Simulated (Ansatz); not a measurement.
# HfO2: energy above lowest point and pressure against volume scale

Results calculated with Ansatz 0.2.0, not measured. Free energy against uniform scaling of the volume at fixed shape and fractions; periodic cell, basis, potentials, k mesh and filling as listed.

The cell before it is scaled or strained (space group P4_2/mnm, No. 136):
```
cell vectors (Å)
   4.8135     0.0000     0.0000
   0.0000     4.8135     0.0000
   0.0000     0.0000     3.2054
atoms (fractions of the cell vectors)
Hf  0.00000  0.00000  0.00000
Hf  0.50000  0.50000  0.50000
O   0.19496  0.80504  0.50000
O   0.30504  0.30504  0.00000
O   0.69496  0.69496  0.00000
O   0.80504  0.19496  0.50000
```

Settings of every row: functional LDA; dispersion none; potentials PAW; wave cutoff 500 eV; density cutoff 2000 eV; k mesh 4x4x6; k shift 0x0x0; occupations fermi dirac; smearing width 0.05 eV; spin none.

Limits: no spin-orbit coupling, which can matter with elements this heavy; the cell comes from a prototype or a list of computed structures and needn't be the stable phase.

```
row  volume scale  V (Å³/atom)  energy above lowest point (meV/atom)  pressure (GPa)
  1          0.88       10.893                                 122.7           34.32
  2          0.92       11.388                                  41.4           18.82
  3          0.96       11.883                                   3.3             6.3
  4             1       12.378                                     0           -3.83
  5          1.04       12.873                                     ?               ?
  6          1.08       13.368                                  72.8          -18.67
  7          1.12       13.863                                 139.1          -24.02
```

Question: what energy above lowest point and pressure should row 5 give?

Worked fit of energy above lowest point. Take u = (V_r/V)^(2/3) − 1 with V_r = 12.13 Å³ an atom, which is twice the finite (Eulerian) strain; such expansions in the strain, on which the Birch-Murnaghan equation of state is built, carry the rest volume and the bulk modulus. The shown rows have u = 0.07434, 0.04298, 0.01381, -0.0134, -0.06273, -0.08518. Least squares give energy above lowest point = −2.25 + 110.6 × u + 20963 × u² + 2144 × u³ meV/atom; a parabola predicts inner rows, each left out in turn, worse (root mean square 0.32 against 0.045 meV/atom). All shown rows lie on it to the printed digit. Its lowest point lies at u = -0.0026, or V = 12.18 Å³ an atom, and the curvature there gives the bulk modulus at fixed shape and fractions, B = (4/9)(1 + u)² E″(u)/V = 244 GPa. Letting shape and atoms relax would as a rule lower it, by much in layered, chain or molecular crystals. The withheld row has u = -0.03886, so the fit gives −2.25 + 110.6 × (-0.03886) + 20963 × (-0.03886)² + 2144 × (-0.03886)³ = 25.0 meV/atom.

The calculation gave 25 meV/atom. The fit meets it to the printed digit.

Worked fit of pressure. Take u = (V_r/V)^(2/3) − 1 with V_r = 12.13 Å³ an atom, which is twice the finite (Eulerian) strain; such expansions in the strain, on which the Birch-Murnaghan equation of state is built, carry the rest volume and the bulk modulus. The shown rows have u = 0.07434, 0.04298, 0.01381, -0.0134, -0.06273, -0.08518. Least squares give pressure = 0.976 + 371.83 × u + 979.6 × u² + 700 × u³ GPa; a parabola predicts inner rows, each left out in turn, worse (root mean square 0.11 against 0.0054 GPa). All shown rows lie on it to the printed digit. The pressure vanishes at u = -0.0026, or V = 12.18 Å³ an atom, and there the bulk modulus at fixed shape and fractions is B = −V dP/dV = (2/3)(1 + u) dP/du = 244 GPa. Letting shape and atoms relax would as a rule lower it, by much in layered, chain or molecular crystals. The withheld row has u = -0.03886, so the fit gives 0.976 + 371.83 × (-0.03886) + 979.6 × (-0.03886)² + 700 × (-0.03886)³ = -12.04 GPa.

The calculation gave -12.04 GPa. The fit meets it to the printed digit.
